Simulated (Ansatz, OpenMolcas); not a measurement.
Strength of the C–H bond: GeH3(CH3) → GeH3(CH2) + H

Species: GeH3(CH3), singlet; GeH3(CH2), doublet; H atom, doublet. 

Shapes, held fixed at every level: PBE0-D4/def2-TZVP. Programs: Ansatz 0.2.0, OpenMolcas 26.06. The zero-point and thermal change to 298 K, harmonic and unscaled (PBE0-D4/def2-TZVP), is -30.1 kJ/mol.

(1) Estimate ΔH(298 K) of this reaction.

Results:

(1) The highest level, CCSD(T)/def2-TZVPP, gives ΔH(298 K) = +424.7 kJ/mol; the levels span +315.3 to +469.6. The column of differences is taken from that level and isn't an error. Hartree–Fock misses the correlation of the pair that is broken and comes out low. No measured value is set beside it here. Open shells run unrestricted unless RO is named. Relativity is left out for Ge unless named. Correlated rows may include outer-core shells of Ge, which these sets cover unevenly.

| level | kind | ΔH(298 K) (kJ/mol) | less CCSD(T)/def2-TZVPP |
| --- | --- | --- | --- |
| HF/def2-TZVPP | Hartree–Fock | +315.3 | -109.4 |
| SPW92/def2-TZVPP | LDA | +469.6 | +44.9 |
| B3LYP/6-31G* (spherical functions) | global hybrid | +424.7 | 0.0 |
| B3LYP-D4/def2-TZVPP | global hybrid | +423.0 | -1.7 |
| BHLYP-D4/def2-TZVPP | global hybrid | +415.7 | -9.0 |
| wB97M-V/def2-TZVPP | range-separated hybrid | +430.6 | +5.9 |
| CCSD(T)/def2-TZVPP | coupled cluster or CI | +424.7 | 0.0 |

Breaking this C–H bond costs about 424.7 kJ/mol at the coupled-cluster level, and all four hybrid functionals lie close to that value, while LDA overbinds clearly. The cost is that of a strong, weakly polar σ bond between carbon and the compact hydrogen 1s orbital. The radical left behind is centred mainly on carbon, with modest stabilisation probably coming from delocalisation of the unpaired electron into the σ* orbitals of the adjacent Ge–H bonds.

The exact match of B3LYP/6-31G* with coupled cluster is no sign of superior accuracy, since a small basis can hide errors of the functional. The coupled-cluster value itself may be somewhat low, because a triple-zeta basis recovers the correlation of the broken pair incompletely. The results therefore support a strong C–H bond, but not a ranking of the hybrids by their small differences. Nor do they show that this is the hydrogen most easily lost: Ge–H bonds are generally weaker, and that competing cleavage was not computed.
